**Tc 4d⁵ 5s¹ 7p¹: where do 5s and 7p lie, and how large are they?**

One 5s electron of neutral technetium has been lifted to 7p in a spherical, scalar-relativistic PW91 atom. The levels 1s to 4d and the total Σ⟨r²⟩ are known, and the two outer levels are to be predicted.

Neutral Tc atom (Z = 43) in the excited configuration [Kr] 4d⁵ 5s¹ 7p¹, computed with Quantum ESPRESSO ld1.x 7.5. The all-electron Kohn-Sham calculation uses the PW91 functional and is scalar-relativistic and spin-unpolarised, with spherical densities and a point nucleus. Eigenvalues are negative for bound levels.

| level | level filled | eigenvalue (eV) | mean radius (bohr) | mean inverse radius (1/bohr) |
| --- | --- | --- | --- | --- |
| 1s | yes | -20878 | 0.03428 | 44.71 |
| 2s | yes | -2983.8 | 0.1496 | 10.09 |
| 2p | yes | -2671.4 | 0.1304 | 9.795 |
| 3s | yes | -524.58 | 0.4154 | 3.480 |
| 3p | yes | -422.01 | 0.4164 | 3.312 |
| 3d | yes | -255.94 | 0.3990 | 3.082 |
| 4s | yes | -79.377 | 1.057 | 1.292 |
| 4p | yes | -51.347 | 1.172 | 1.150 |
| 4d | yes | -12.521 | 1.672 | 0.8039 |
| 5s | yes | ? | ? | ? |
| 7p | yes | ? | ? | ? |

Below, ε is the eigenvalue, ⟨r⟩ the mean radius and ⟨1/r⟩ the mean inverse radius. "Filled" means occupied: 4d holds five electrons, 5s and 7p one each.

**The known rows**

A hydrogenic s orbital has ⟨r⟩ = 1.5n²/Z, so each radius defines an effective charge Zeff = 1.5n²/⟨r⟩. It falls at every step, from 43.76 for 1s to 22.71 for 4s, as more shells lie inside. A 1s value above Z = 43 cannot come from screening. It is relativistic contraction: ⟨1/r⟩ = 44.71 bohr⁻¹ lies 4.0 % above Z and 1.3 % below the one-electron Dirac value. Penetration shows in the order of radii, since 2p is smaller than 2s, as in hydrogen, whereas 4s, 4p and 4d grow in that order.

Energies do not follow sizes. A hydrogenic orbital is bound by n²⟨1/r⟩²/2 hartree, and the computed |ε| reaches 0.768 of this for 1s, 0.218 for 4s and 0.089 for 4d. For the outer levels the yardstick is partly at fault: it uses the full n, although the outer part of a penetrating orbital behaves like one of lower effective quantum number. For the inner levels electrostatics supplies a large part of the reason. A spherical shell of charge q at radius R exerts no force inside, yet raises the potential there by q/R, so outer electrons lift a level without resizing it. An energy forecast therefore has to count the charge around the orbital, and in a Kohn-Sham atom that includes the electron's own cloud.

**Sizes**

For 5s, a cubic through Zeff of 1s to 4s was extended to n = 5. It is an empirical curve with four constants for four points, and its first point carries the relativistic excess. It gives Zeff = 12.50 and ⟨r⟩ = 37.5/12.50 = 3.0 bohr. The same procedure one shell earlier, a parabola through 1s to 3s, gives 20.93 for 4s in place of 22.71. That miss is 14 % of 12.50 and serves as the error bar. The product ⟨r⟩⟨1/r⟩, continued by its last step from 3s to 4s, yields ⟨1/r⟩.

For 7p only the small 5s share has to be extrapolated, because Σ⟨r²⟩ is a sum over electrons. The 41 inner electrons give at least 27.6 bohr² (squares of the mean radii) and about 31.4 with hydrogenic shapes, and 5s adds about 10.5. The remainder is 515.72 − 31.4 − 10.5 = 473.8 bohr². A p orbital outside a charge of +1, with effective quantum number n*, obeys

⟨r²⟩ = (5/2)(n*⁴ − n*²), ⟨r⟩ = (3n*² − 2)/2.

Then n*⁴ − n*² = 189.5, n*² = 14.28, n* = 3.78 and ⟨r⟩ = 20.4 bohr. The root mean square radius, √473.8 = 21.8 bohr, is a ceiling on ⟨r⟩. Since the sum comes from the same run, a hit here is little foresight. For ⟨1/r⟩ the forecast is the mean of the Coulomb value 1/n*² and the value implied by the 4p product.

**Energies**

An outer electron sees an ion of charge Q, which is 1 for 7p and 2 for 5s. In hartree, with terms that add,

ε ≈ −Q²/(2n*²) + F⁰ + ⟨vxc⟩ + (for 5s) ⟨1/r⟩ of 7p.

F⁰ is the Hartree repulsion of the electron by its own density. Exact exchange would cancel it; a local or gradient functional cancels it in part, through the attractive potential vxc. Without spin polarisation the cancellation is poorer still, because the lone electron is treated as half up and half down, which weakens its exchange by the factor 2^(−1/3). Both terms were evaluated to first order on a Coulomb orbital, with unpolarised LDA standing in for PW91 and overlap with the core density ignored.

For 7p the first term is −13.6/14.28 = −0.95 eV. F⁰ and ⟨vxc⟩ are each of the order of 1 eV and leave roughly +0.3 eV, hence about −0.65 eV. A third of ⟨vxc⟩ was chosen as the error bar. The risk lies on the shallow side, since the PW91 potential decays too fast and behaves poorly near nodes at low density.

For 5s, ⟨r⟩ = 3.0 bohr with Q = 2 means n* = 2.00 and a first term of −13.6 eV. The self terms are several eV each, and the 7p shell adds just under 2 eV. With the self terms integrated numerically the sum is −8.5 eV, which stands as the forecast. Its error bar combines the 14 % uncertainty of the size with a third of ⟨vxc⟩. A second route, a parabola through the logarithm of the binding fraction of 1s to 4s, gives about −8 eV (−7.9 ± 2.2).

The forecasts are these:

- 5s: bound and above 4d; ε = −8.5 ± 2.5 eV, ⟨r⟩ = 3.0 ± 0.4 bohr, ⟨1/r⟩ = 0.43 ± 0.06 bohr⁻¹.
- 7p: bound, shallower than −0.95 eV; ε = −0.65 ± 0.3 eV, ⟨r⟩ = 20.4 ± 0.5 bohr and below 21.8, ⟨1/r⟩ = 0.068 ± 0.007 bohr⁻¹.

The withheld rows as computed:

| level | level filled | eigenvalue (eV) | mean radius (bohr) | mean inverse radius (1/bohr) |
| --- | --- | --- | --- | --- |
| 5s | yes | -9.8622 | 3.043 | 0.4216 |
| 7p | yes | -0.6343 | 20.63 | 0.06425 |

**Hits and misses**

All six values fall inside their ranges, neither row having entered a fit; the printed output after this page lists each miss. The ranges for 5s were wide, so lying inside them means little.

The 5s sizes came within 2 % of the computed values, much closer than the 14 % bar gave any right to. The level lies 2.66 eV above 4d, on the side forecast, but both routes put it too shallow: the model by 1.3 eV and the second route by 2.0 eV. The radius is not to blame, for the computed orbital is slightly larger than predicted, which would weaken the binding further. The 7p shift accounts for 0.1 eV, being 1.75 eV with the computed ⟨1/r⟩ in place of 1.85.

Two causes have the right sign, and these numbers cannot separate them. The orbital is already swollen by its net self-repulsion, so an n* read from its size understates the binding to the ion. Also, at a fixed radius the first term equals −0.75Q/⟨r⟩, and a 5s electron that dips into a 4d shell of mean radius 1.67 bohr may feel more than Q = 2; a tenth more would close the gap, though that is a guess. The second route probably fails for a plainer reason. It carries on a trend set by levels buried under further shells, while 5s has only its own cloud and a distant 7p around it. Its true fraction is 9.862 eV over 12.5 × 0.4216² hartree (60.5 eV), or 0.163, against the extrapolated 0.126.

The 7p eigenvalue, −0.634 eV, is two thirds of the Coulomb value. The model missed it by 0.03 eV, which is partly luck for a difference of two crude terms; the sign and rough size agree with incomplete cancellation of self-repulsion without proving it. It is not an ionisation energy, which for a Rydberg electron follows a Coulomb term with the n* of the real atom, not one read from an orbital swollen by self-repulsion.

The two size misses of 7p point the same way. ⟨r⟩ was predicted 1.0 % too small and ⟨1/r⟩ 5.9 % too large, relative to the computed values, and the computed product 1.325 is below the Coulomb 20.4/14.28 = 1.43. The orbital has less weight at small r than a Coulomb one. Theory suggests why: the electron crosses the core quickly, and its self-repulsion, which exerts little force at small r, weakens the pull across the outer lobe, so that more of the orbital stays there. The square of the computed ⟨r⟩ alone is 82.5 % of Σ⟨r²⟩, a strict lower bound on the share of 7p. The radius at density 0.001 is nevertheless only 4.2 bohr, because one electron spread over such a volume has a density near 10⁻⁵ bohr⁻³ in the model.

The 4d and 5s values belong to this excited state and should not be read as those of ground-state Tc. With the second 5s electron moved out they approach those of Tc⁺, lifted by ⟨1/r⟩ of the outer electron. For 8p, n* would rise by about one, the radius by a factor near 1.6, and 4d and 5s would sink while their sizes hardly changed. Both are also spin averages: in the real atom, exchange with a high-spin 4d⁵ shell would split them, an effect that the zero moment imposed here removes.

Output of the analysis:

```
level  Zeff(<r>)  <r><1/r>  |eps|/(n^2<1/r>^2/2)   (rounding floor up to ~5e-4 relative)
1s   43.76  1.533  0.768
2s   40.11  1.509  0.539
2p   38.34  1.277  0.512
3s   32.50  1.446  0.354
3p   30.02  1.379  0.314
3d   26.32  1.230  0.220
4s   22.71  1.366  0.218
4p   19.62  1.348  0.178
4d   12.56  1.344  0.089
1s <1/r> 44.71; nonrel Z 43 (+4.0%); Dirac Z/gamma 45.29 (-1.3%)
radius ratios: 2p/2s 0.872, 3p/3s 1.002, 4p/4s 1.109, 4d/4s 1.582
back-test Zeff(4s): 20.93 vs 22.71; Zeff(5s) 12.50, rel. error 14%; <r><1/r>(5s) 1.286
<r^2> bohr^2: inner floor 27.6, inner est 31.4 (6.1%), 5s 10.5, 7p 473.8 (91.9%)
7p rms 21.77 bohr, shape ratio 1.137, n* 3.78, defect 3.22; 5s n* 2.00
5s terms eV (crude): Coulomb -13.61, F0 7.86, vxc -4.65, 7p shift 1.85
7p terms eV (crude): Coulomb -0.95, F0 1.19, vxc -0.90; outer-lobe density 1e-05 bohr^-3
rival 5s: fraction 0.126, eps -7.90 +- 2.24 eV; 4d lies at -12.52 eV
5s eigenvalue [eV]: predicted -8.543 +- 2.5; computed -9.862, miss +1.32 (+13.4%, 0.53 bars)
5s mean_radius [bohr]: predicted 3 +- 0.43; computed 3.043, miss -0.0432 (-1.4%, 0.10 bars)
5s mean_inverse_radius [1/bohr]: predicted 0.4286 +- 0.061; computed 0.4216, miss +0.00699 (+1.7%, 0.12 bars)
5s: rival miss +1.96 eV; 5s-4d +2.66 eV; Zeff 12.32; <r><1/r> 1.283
7p eigenvalue [eV]: predicted -0.664 +- 0.3; computed -0.6343, miss -0.0297 (-4.7%, 0.10 bars)
7p mean_radius [bohr]: predicted 20.41 +- 0.45; computed 20.63, miss -0.217 (-1.0%, 0.48 bars)
7p mean_inverse_radius [1/bohr]: predicted 0.06804 +- 0.0068; computed 0.06425, miss +0.00379 (+5.9%, 0.56 bars)
7p: eps/Coulomb 0.67, eps-Coulomb +0.32 eV; <r>^2 82.5% of sum; <r><1/r> 1.325; <1/r> 1.75 eV
```
